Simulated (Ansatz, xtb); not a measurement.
## Two isomers of H2NOSi+

Structure I is `[NH2+]1O[Si]1`, a singlet and structure II is `[NH+]#[Si]O`, a singlet. Both are isolated ions in the gas phase, relaxed with BLYP-D3(BJ)/def2-SVP.

Quicker runs give these differences E(II) − E(I): GFN2-xTB −2.407 eV; HF/STO-3G +3.848 eV (at GFN2-xTB geometries); r2SCAN-D4/def2-SVP +0.137 eV (at GFN2-xTB geometries).

**Question.** Estimate E(II) − E(I) at the level CCSD(T)/def2-TZVPP.

**Answer.** Calculated at CCSD(T)/def2-TZVPP: E(II) − E(I) = −0.058 eV, so structure II lies lower.

Level by level:

```
               level              geometry  E(II) − E(I) (eV)  departure from the last row (eV)  job, with rough time for the two
            GFN2-xTB              GFN2-xTB              −2.407                            −2.349              optimisation, 0.22 s
           HF/STO-3G              GFN2-xTB              +3.848                            +3.906              single point, 0.28 s
  r2SCAN-D4/def2-SVP              GFN2-xTB              +0.137                            +0.195                 single point, 2 s
BLYP-D3(BJ)/def2-SVP  BLYP-D3(BJ)/def2-SVP              +0.218                            +0.276                optimisation, 26 s
       HF/def2-TZVPP  BLYP-D3(BJ)/def2-SVP              +0.247                            +0.305           part of the CCSD(T) run
      MP2/def2-TZVPP  BLYP-D3(BJ)/def2-SVP              −0.312                            −0.254           part of the CCSD(T) run
  CCSD(T)/def2-TZVPP  BLYP-D3(BJ)/def2-SVP              −0.058                                                  single point, 24 s
```

As drawn, II has 1 N≡Si, 1 O–H in place of 1 N–O, 1 N–Si, 1 N–H. Structure I has a 3-membered ring, II no ring.

HF/STO-3G, r2SCAN-D4/def2-SVP, BLYP-D3(BJ)/def2-SVP, HF/def2-TZVPP put the two in the other order. The largest departure from CCSD(T)/def2-TZVPP is that of HF/STO-3G, 3.906 eV.

With harmonic frequencies from BLYP-D3(BJ)/def2-SVP (ideal gas, rigid rotor, one conformer each, 600 K, 1 atm): the zero-point term adds −0.130 eV; ΔH is −0.112 and ΔG −0.289 eV.

The T1 diagnostic of structure II is large, so the coupled-cluster value is less sure. The correlated steps freeze 7 core orbitals. Mirror images aren't counted in ΔG. Programs: Ansatz 0.2.0, xtb 6.7.1; the last row on 1 thread of AMD EPYC 7R43 64-Core Processor (Zen 3) on a shared host.

The two ions are nearly degenerate in electronic energy, and the small preference for the open isomer II doesn't settle their order. This near balance probably reflects compensation. Opening the ring relieves strain and exchanges a weak N–O bond for a strong O–H bond, but silicon must give up the stable, largely 3s lone pair of its divalent state for strongly polar π bonding to nitrogen, where 3p–2p overlap is modest.

Electron correlation favours II: Hartree–Fock places it above I, while MP2 overshoots the coupled-cluster shift, as it often does for multiple bonds. The extreme HF/STO-3G value mainly reflects the minimal basis, which lacks the polarisation functions needed for silicon's polar bonds, since Hartree–Fock in the larger basis gives only +0.247 eV.

Zero-point motion also favours II, and entropy widens its advantage at 600 K, as expected for a chain with softer bends than a compact ring. A thermodynamic preference says nothing about the barrier to ring opening and hydrogen transfer, so I could still persist kinetically.
